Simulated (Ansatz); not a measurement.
# Ligand exchange: Sn(CH3)Cl + CH4S → Sn(CH3)(SH) + CH3Cl

Species: Sn(CH3)Cl, singlet; CH4S (methanethiol) `CS`, singlet; Sn(CH3)(SH), singlet; CH3Cl `CCl`, singlet. The partners trade Cl for SH: Sn–Cl and C–SH bonds give way to Sn–SH and C–Cl.

Shapes, held fixed at every level: PBE0-D4/def2-TZVP. Flexible molecules stand in one conformer, not always the lowest. Programs: Ansatz 0.2.0. The zero-point and thermal change to 298 K, harmonic and unscaled (PBE0-D4/def2-TZVP), is +0.2 kJ/mol.

**Question.** Estimate ΔH(298 K) of this reaction.

**Answer.** The highest level, CCSD(T)/def2-TZVPP, gives ΔH(298 K) = +40.5 kJ/mol; the levels span +37.6 to +53.6. The column of differences is taken from that level and isn't an error. No measured value is set beside it here. For atoms past krypton def2 sets carry core potentials with scalar relativity. Outer-core shells of Sn are correlated in most correlated rows, in sets that cover them unevenly.

| level | kind | ΔH(298 K) (kJ/mol) | less CCSD(T)/def2-TZVPP |
| --- | --- | --- | --- |
| HF/def2-SVP | Hartree–Fock | +53.6 | +13.1 |
| HF/def2-TZVPP | Hartree–Fock | +53.0 | +12.5 |
| PBE-D4/def2-TZVPP | GGA | +37.6 | -2.9 |
| B3LYP-D4/def2-TZVPP | global hybrid | +42.5 | +2.0 |
| wB97M-V/def2-TZVPP | range-separated hybrid | +45.3 | +4.8 |
| CCSD/def2-SVP | coupled cluster or CI | +44.3 | +3.8 |
| CCSD/def2-TZVPP | coupled cluster or CI | +43.5 | +3.0 |
| CCSD(T)/def2-TZVPP | coupled cluster or CI | +40.5 | 0.0 |

The exchange is clearly endothermic at every level, so chlorine favours tin and the thiolate group favours carbon in these isolated molecules. The main reason is probably bond polarity. Tin is much more electropositive than carbon, and chlorine more electronegative than sulfur, so replacing Cl by SH costs more ionic stabilisation at tin than is recovered at carbon. Donation from a sulfur lone pair into the formally empty 5p orbital of the stannylene may offset part of this loss, but evidently doesn't reverse the preference. The softness of tin(II) towards sulfur is likewise no sufficient guide here.

Electron correlation lowers the reaction enthalpy substantially, and the triples continue that shift, perhaps because Hartree–Fock overstates the ionic character of Sn–Cl. Enlarging the basis changes the Hartree–Fock and CCSD values much less. The sign is therefore secure across the methods tested, while the magnitude is less so. The preference needn't carry over to condensed phases, where chloride or thiolate bridges between tin centres can alter the balance.
